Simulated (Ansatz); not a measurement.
## Correcting a cheap level on molecular compounds of Mg

The vertical ionisation energy (cation less neutral) in eV of 7 molecular compounds of Mg: x at B3LYP-D4/def2-TZVPP, y at CCSD(T)/def2-TZVPP. Shapes, held fixed at every level: PBE0-D4/def2-TZVP. Programs: Ansatz 0.2.0.

| molecule | x (eV) | y (eV) |
| --- | --- | --- |
| C2H6Mg (SMILES C[CH2][MgH]) | 8.46 | 8.58 |
| CH6MgOSSi (SMILES C[S][Mg][O][SiH3]) | 8.85 | 8.91 |
| Mg(NH2)Br | 9.08 | ? |
| MgSi3NH9O (SMILES [SiH3][O][Mg][N]([SiH3])[SiH3]) | 9.23 | 9.62 |
| Mg(NH2)Cl | 9.23 | 9.15 |
| Mg(OH)(SH) | 9.46 | 9.51 |
| Mg(SH)F | 9.97 | 9.82 |

Question: Fit y = c + s·x to the known rows and predict y for Mg(NH2)Br.

Answer: 
1. Means of the 6 rows: x = 9.2000, y = 9.265.
2. Σ(Δx)² = 1.3324, Σ(Δx·Δy) = 1.1294, so the slope is 1.1294/1.3324 = 0.84764.
3. Intercept: 9.265 − (0.84764) × 9.2000 = 1.467. The largest residual of the fit is 0.33.
4. Mg(NH2)Br: 1.467 + 0.84764 × 9.08 = 9.16 eV.

CCSD(T)/def2-TZVPP gives 9.12 eV, so the prediction is off by +0.04 eV, within the largest residual. Uncorrected, B3LYP-D4/def2-TZVPP misses it by -0.04 eV, and the other rows by 0.14 on average. The line doesn't help this one. Left out in turn, the other rows are missed by 0.18 eV on average, worse than no correction. Cations run unrestricted. Relativity is left out for Br. Outer-core shells of Br, Mg are correlated, in sets that cover them unevenly.

The ionisation energies mostly follow the ligand that gives up the electron. Magnesium is formally Mg(II), its valence shell largely emptied, so the hole should sit on the ligands. The polar Mg–C bond of the ethyl hydride, with its carbanion character, ionises most easily. In the thiolates the electron probably leaves a sulfur lone pair, which a methyl group on sulfur destabilises and a fluoride on the metal holds more tightly. The near-equal CCSD(T) values for Mg(NH2)Cl and Mg(NH2)Br suggest a nitrogen lone pair, with the halide largely a spectator.

The correction fails for a plain reason: Mg(NH2)Cl and the silylamide share the B3LYP value 9.23 eV, yet CCSD(T) puts them at 9.15 and 9.62 eV. No function of x alone can reproduce both. The silylamide stands out perhaps because the two methods spread the hole differently over its nitrogen, oxygen and silyl groups. The slope below one therefore doesn't establish a systematic B3LYP error that grows with ionisation energy.
